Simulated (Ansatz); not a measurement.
**Redistribution: CH2BrCl + C2H2F2 → CH2ClF + C2H2BrF**

Species: CH2BrCl (bromochloromethane) `ClCBr`, singlet; C2H2F2 (vinylidene fluoride) `C=C(F)F`, singlet; CH2ClF `FCCl`, singlet; C2H2BrF `C=C(F)Br`, singlet. The partners trade Br for F; both sit on C, so the bond types are kept.

Shapes, held fixed at every level: PBE0-D4/def2-TZVP. Programs: Ansatz 0.2.0. Electronic energies: no zero-point or thermal term.

```tsv
level	kind	ΔE (kJ/mol)	less CCSD(T)/def2-TZVPP
HF/def2-SVP	Hartree–Fock	+26.2	+8.2
HF/def2-TZVPP	Hartree–Fock	+24.0	+6.0
BHLYP-D4/def2-TZVPP	global hybrid	+20.5	+2.5
PBE0-D4/def2-TZVPP	global hybrid	+20.3	+2.3
r2SCAN0-D4/def2-TZVPP	global hybrid	+21.5	+3.5
CCSD/def2-TZVPP	coupled cluster or CI	+19.3	+1.3
CCSD(T)/def2-TZVPP	coupled cluster or CI	+18.0	0.0
```

The highest level, CCSD(T)/def2-TZVPP, gives ΔE = +18.0 kJ/mol; the levels span +18.0 to +26.2. The column of differences is taken from that level and isn't an error. No measured value is set beside it here. Relativity is left out for Br unless named. Correlated rows may include outer-core shells of Br, which these sets cover unevenly.

Every level makes the exchange endothermic, so the preference for keeping both fluorines on the vinylidene carbon doesn't depend on the treatment of correlation. The main reason is probably geminal stabilization: two strongly electronegative fluorines on one carbon reinforce each other through the positive charge they induce there and through lone-pair donation into the neighbouring C–F σ* orbital. Replacing one by bromine weakens this interaction, and the new F/Cl pairing in CH2ClF recovers only part of the loss.

Hartree–Fock exaggerates the cost, at +24.0 kJ/mol in the larger basis against +18.0 with CCSD(T), which suggests that it makes the C–F bonds too polar and so overstates the stability of the CF2 group. Most of the correction is already present in CCSD, with connected triples lowering the energy further. The hybrids fall between Hartree–Fock and CCSD, but not in order of their exact-exchange fraction. The single reaction energy can't separate the geminal effect from the differing preferences of fluorine and bromine for sp2 and sp3 carbon.
